Spin-current polarisation of Ni3V2O8: use sin θ per bond, not q

Background and conventions

The continuum model (Mostovoy 2006) has free energy density P²/(2χe) + γ P·[M(∇·M) − (M·∇)M], with ε0 absorbed in χe. Minimising over P gives P = γχe [(M·∇)M − M(∇·M)]. For M = M1 e1 cos(q·r) + M2 e2 sin(q·r) and e3 = e1 × e2, the oscillating terms cancel and

P = γχe M1 M2 (e3 × q).

This is finite for a cycloid, and zero for a sinusoid (M2 = 0) and a proper screw (e3 ∥ q). The zero for screws belongs to this invariant; low-symmetry crystals allow other couplings. The bond form (Katsura, Nagaosa and Balatsky 2005) is p_ij = −A e_ij × (S_i × S_j), the sign chosen here so that A and γ have the same sign.

Model inputs, all approximate. Cmca cell, a = 5.92 Å, b = 11.37 Å, c = 8.22 Å, V = 553 Å³. The Ni²⁺ spine sites form straight chains along a, spacing d = a/2 = 2.96 Å, with 8 spine–spine bonds per cell, so n = 8/V = 1.45×10²⁸ m⁻³. Between about 4 and 6 K the spine spins form a cycloid in the ab plane (e3 = ĉ) with propagation vector of length about 0.27 r.l.u. (units of 2π/a) along a. A translation by a covers two bonds, so this fixes 2θ only modulo 2π, θ being the turn per bond. Nearest-neighbour exchange is antiferromagnetic, which selects |θ| = π(1 − 0.27) = 0.73π = 131.4°, or 2.74 bonds per turn. We take the single domain

S_m = S1 â cos(mθ) + S2 b̂ sin(mθ), θ = +0.73π,

with the same chirality on all chains. The bond amplitude p0 = A S1 S2 = 1.0×10⁻³² C·m (6.2×10⁻⁴ e·Å) is chosen so that the mended model lands near the typical 10² μC/m² of this phase; it tests nothing. Then n p0 = 1.45×10² μC/m².

The attempt (WRONG, do not reuse)

1. Chain wave vector: Q = θ/d = 0.73 r.l.u. = 0.775 Å⁻¹.
2. Write S_(m+1) ≈ S(x) + d ∂S/∂x.
3. Then S_m × S_(m+1) = d S × ∂S/∂x = S1 S2 Qd ĉ.
4. With e_ij = â and −â × ĉ = b̂, P = n p0 Qd b̂, the continuum formula with γχe M1 M2 = n p0 d.
5. Qd = 2.29, so P_b = 3.3×10² μC/m² (wrong).

The direction, ĉ × â = b̂, is right, which makes the result look safe.

Symptoms

(a) It breaks a bound. |S_m × S_(m+1)| cannot exceed S1 S2 for this ellipse, so |P_b| ≤ n p0 = 1.45×10² μC/m².

(b) It depends on a label. On sites x = md, Q and Q − 2π/d give identical spins, so −1.27 r.l.u. describes the same state and step 4 returns −5.8×10² μC/m². The crystallographic label of this domain, −0.27 r.l.u. with a factor (−1)^m on the two sites per period a, returns −1.2×10² μC/m² if fed in directly.

(c) It polarises a collinear magnet. At θ = π every cross product vanishes, yet step 4 gives π n p0 = 4.5×10² μC/m².

The faulty line

Line 2. It truncates a Taylor series in Qd, which needs Qd ≪ 1, and here Qd = 2.29. The gradient invariant is the first term of sin θ = θ − θ³/6 + …

Mended calculation

Take the cross product on the lattice:

S_m × S_(m+1) = S1 S2 [cos(mθ) sin((m+1)θ) − sin(mθ) cos((m+1)θ)] ĉ = S1 S2 sin θ ĉ,

the same on every bond. The real bond also permits a dipole along c, but the twofold axis along b through each spine site makes it alternate and cancel. Summing the 8 bonds of the cell and dividing by V,

P = n p0 sin θ b̂, sin(0.73π) = 0.750, P_b = 1.1×10² μC/m² (the model's value).

This obeys the bound, is periodic in θ and vanishes at θ = π. It also vanishes for S2 = 0, the model's picture of the non-polar sinusoidal phase between about 6 and 9 K.

Size of the error

factor used | value | P_b (10² μC/m²) | ratio to mended
sin θ | 0.750 | 1.1 | 1
Qd, 0.73 r.l.u. | 2.29 | 3.3 | 3.1
Qd, −0.27 r.l.u. | −0.848 | −1.2 | −1.13
Qd, −1.27 r.l.u. | −3.99 | −5.8 | −5.3

The ratios are independent of p0 and n. The best gradient expansion is made on the staggered vector L_m = (−1)^m S_m, which turns by φ = θ − π = −0.27π per bond. Since S_m × S_(m+1) = −L_m × L_(m+1), its factor is −φ = +0.848: correct sign, still 13 % too large, of which the leading correction φ²/6 = 0.12 is the bulk.

At fixed q a purely fitted γ absorbs all this. The slip bites when γ is converted to a bond constant (A comes out 3.1 times too small from the attempt) or when q shifts with field or doping: at fixed p0, d ln P/dθ is cot θ = −0.88, whereas the attempt gives 1/θ = +0.44.

What the model leaves out

Second-neighbour spine bonds, equal in number, add n A2 S1 S2 sin 2θ, a fraction 2 cos θ (A2/A) = −1.32 A2/A of the main term. A classical circular spiral with energy J1 cos θ + J2 cos 2θ has cos θ = −J1/(4J2), so J2/J1 = 0.38. If A2/A equalled J2/J1 the fraction would be exactly −1/2 and P_b would drop to 0.54×10² μC/m². The 16 spine–cross-tie bonds per cell, twice the number kept, scale as 2 (A_sc/A)(S_c/S) times a geometric factor, with A_sc their bond constant and S_c/S the ratio of cross-tie to spine moment, and can be of the same order as the main term. Each further bond family enters through the cross product of its own two spins, never through q.